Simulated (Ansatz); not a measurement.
Cu: energy change per atom and pressure against volume scale

Results calculated with Ansatz 0.2.0, not measured. Plane-wave DFT, scalar-relativistic PAW made under PBE with cores redone for the functional, no dispersion; the given relaxed cell is scaled uniformly, energy at zero smearing counts from the unscaled cell, pressure at the given Fermi-Dirac smearing is positive in compression.

The cell before it is scaled or strained (space group Fd-3m, No. 227):
```
CELL_PARAMETERS angstrom
0.00000 2.61560 2.61560
2.61560 0.00000 2.61560
2.61560 2.61560 0.00000
ATOMIC_POSITIONS crystal
Cu 0.12500 0.12500 0.12500
Cu 0.87500 0.87500 0.87500
```

Settings of every row: spin polarised no; functional PBEsol; wave cutoff 420 eV; smearing width 0.1 eV; k mesh 17x17x17.

Atom starting moment: 0 on all atoms.

Limits: the cell comes from a prototype or a list of computed structures and needn't be the stable phase.

| row | volume scale | V (Å³/atom) | energy change per atom (meV) | pressure (GPa) |
| --- | --- | --- | --- | --- |
| 1 | 0.88 | 15.747 | 70.53 | 11.94 |
| 2 | 0.92 | 16.463 | 28.76 | 6.99 |
| 3 | 0.96 | 17.178 | 6.63 | 3.1 |
| 4 | 1.04 | 18.61 | ? | ? |
| 5 | 1.08 | 19.326 | 20.74 | -4.29 |
| 6 | 1.12 | 20.042 | 43.45 | -5.78 |

Question: what energy change per atom and pressure should row 4 give?

Worked fit of energy change per atom. Take u = (V_r/V)^(2/3) − 1 with V_r = 17.178 Å³ an atom, which is twice the finite (Eulerian) strain; such expansions in the strain, on which the Birch-Murnaghan equation of state is built, carry the rest volume and the bulk modulus. The shown rows have u = 0.0597, 0.02875, 0, -0.07554, -0.09769. Least squares give energy change per atom = 6.703 + 516.44 × u + 9184.1 × u² meV; a straight line predicts inner rows, each left out in turn, worse (root mean square 24 against 0.73 meV). The rows lie off it by 0.26, -0.38, -0.07, 0.64, -0.45 (root mean square 0.41 meV). The withheld row has u = -0.05198, so the fit gives 6.703 + 516.44 × (-0.05198) + 9184.1 × (-0.05198)² = 4.67 meV.

The calculation gave 5.57 meV. The fit lies 0.90 meV (16 % of the value, 1.4 % of the column's range) below it; its largest miss of a shown row is 0.64 meV.

Worked fit of pressure. Take u = (V_r/V)^(2/3) − 1 with V_r = 17.178 Å³ an atom, which is twice the finite (Eulerian) strain; such expansions in the strain, on which the Birch-Murnaghan equation of state is built, carry the rest volume and the bulk modulus. The shown rows have u = 0.0597, 0.02875, 0, -0.07554, -0.09769. Least squares give pressure = 3.104 + 125.98 × u + 362.6 × u² GPa; a straight line predicts inner rows, each left out in turn, worse (root mean square 0.95 against 0.062 GPa). The rows lie off it by 0.02, -0.04, 0.00, 0.05, -0.04 (root mean square 0.035 GPa). The pressure vanishes at u = -0.0267, or V = 17.89 Å³ an atom, and there the bulk modulus at fixed shape and fractions is B = −V dP/dV = (2/3)(1 + u) dP/du = 69.2 GPa. The withheld row has u = -0.05198, so the fit gives 3.104 + 125.98 × (-0.05198) + 362.6 × (-0.05198)² = -2.46 GPa.

The calculation gave -2.39 GPa. The fit lies 0.07 GPa (2.9 % of the value, 0.4 % of the column's range) below it; its largest miss of a shown row is 0.05 GPa.
